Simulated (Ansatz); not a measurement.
## Ni: pressure and energy change per atom as volume scale varies

Results calculated with Ansatz 0.2.0, not measured. Plane-wave DFT, scalar-relativistic PAW made under PBE with cores redone for the functional, no dispersion; the given relaxed cell is scaled uniformly, energy at zero smearing counts from the unscaled cell, pressure at the given Fermi-Dirac smearing is positive in compression.

The cell before it is scaled or strained (space group P6_3/mmc, No. 194):
```
cell vectors (Å)
   2.4174     0.0000     0.0000
  -1.2087     2.0935     0.0000
   0.0000     0.0000     3.9728
atoms (fractions of the cell vectors)
Ni  0.33333  0.66667  0.25000
Ni  0.66667  0.33333  0.75000
```

Settings of every row: spin polarised yes; functional LDA; wave cutoff 420 eV; smearing width 0.05 eV; k mesh 17x17x9.

Atom:
| element | starting moment (Bohr magneton) |
| --- | --- |
| Ni | 0.63 |
| Ni | 0.63 |

Limits: all rows lie far from zero pressure; search for a lower magnetic state is off; the cell comes from a prototype or a list of computed structures and needn't be the stable phase.

| row | volume scale | V (Å³/atom) | pressure (GPa) | energy change per atom (meV) | largest site moment (Bohr magneton) |
| --- | --- | --- | --- | --- | --- |
| 1 | 0.88 | 8.846 | 44.31 | 147.63 | 0.58 |
| 2 | 0.92 | 9.249 | ? | ? | ? |
| 3 | 0.96 | 9.651 | 11.71 | 14.21 | 0.62 |
| 4 | 1.04 | 10.455 | -8.72 | 11.27 | 0.65 |
| 5 | 1.08 | 10.857 | -15.87 | 42.76 | 0.67 |
| 6 | 1.12 | 11.259 | -21.52 | 90.27 | 0.68 |

Question: what pressure and energy change per atom should row 2 give?

Worked fit of pressure. Take u = (V_r/V)^(2/3) − 1 with V_r = 10.455 Å³ an atom, which is twice the finite (Eulerian) strain; such expansions in the strain, on which the Birch-Murnaghan equation of state is built, carry the rest volume and the bulk modulus. The shown rows have u = 0.11785, 0.05479, 0, -0.02484, -0.04819. Least squares give pressure = −8.85 + 315.583 × u + 1145.96 × u² GPa; a straight line predicts inner rows, each left out in turn, worse (root mean square 3.9 against 0.29 GPa). The rows lie off it by 0.05, -0.17, 0.13, 0.11, -0.12 (root mean square 0.12 GPa). The pressure vanishes at u = 0.0257, or V = 10.07 Å³ an atom, and there the bulk modulus at fixed shape and fractions is B = −V dP/dV = (2/3)(1 + u) dP/du = 256 GPa. Letting shape and atoms relax would as a rule lower it, by much in layered, chain or molecular crystals. The withheld row has u = 0.08514, so the fit gives −8.85 + 315.583 × (0.08514) + 1145.96 × (0.08514)² = 26.33 GPa.

The calculation gave 26.1 GPa. The fit lies 0.23 GPa (0.35 % of the column's range) above it; its largest miss of a shown row is 0.17 GPa.

Worked fit of energy change per atom. Take u = (V_r/V)^(2/3) − 1 with V_r = 10.455 Å³ an atom, which is twice the finite (Eulerian) strain; such expansions in the strain, on which the Birch-Murnaghan equation of state is built, carry the rest volume and the bulk modulus. The shown rows have u = 0.11785, 0.05479, 0, -0.02484, -0.04819. Least squares give energy change per atom = 10.511 − 848.419 × u + 17049.74 × u² meV; a straight line predicts inner rows, each left out in turn, worse (root mean square 57 against 1.7 meV). The rows lie off it by 0.31, -1.00, 0.76, 0.65, -0.72 (root mean square 0.72 meV). The withheld row has u = 0.08514, so the fit gives 10.511 − 848.419 × (0.08514) + 17049.74 × (0.08514)² = 61.87 meV.

The calculation gave 60.57 meV. The fit lies 1.30 meV (2.1 % of the value, 0.95 % of the column's range) above it; its largest miss of a shown row is 1.00 meV.

The other values of row 2: largest site moment 0.6 Bohr magneton.
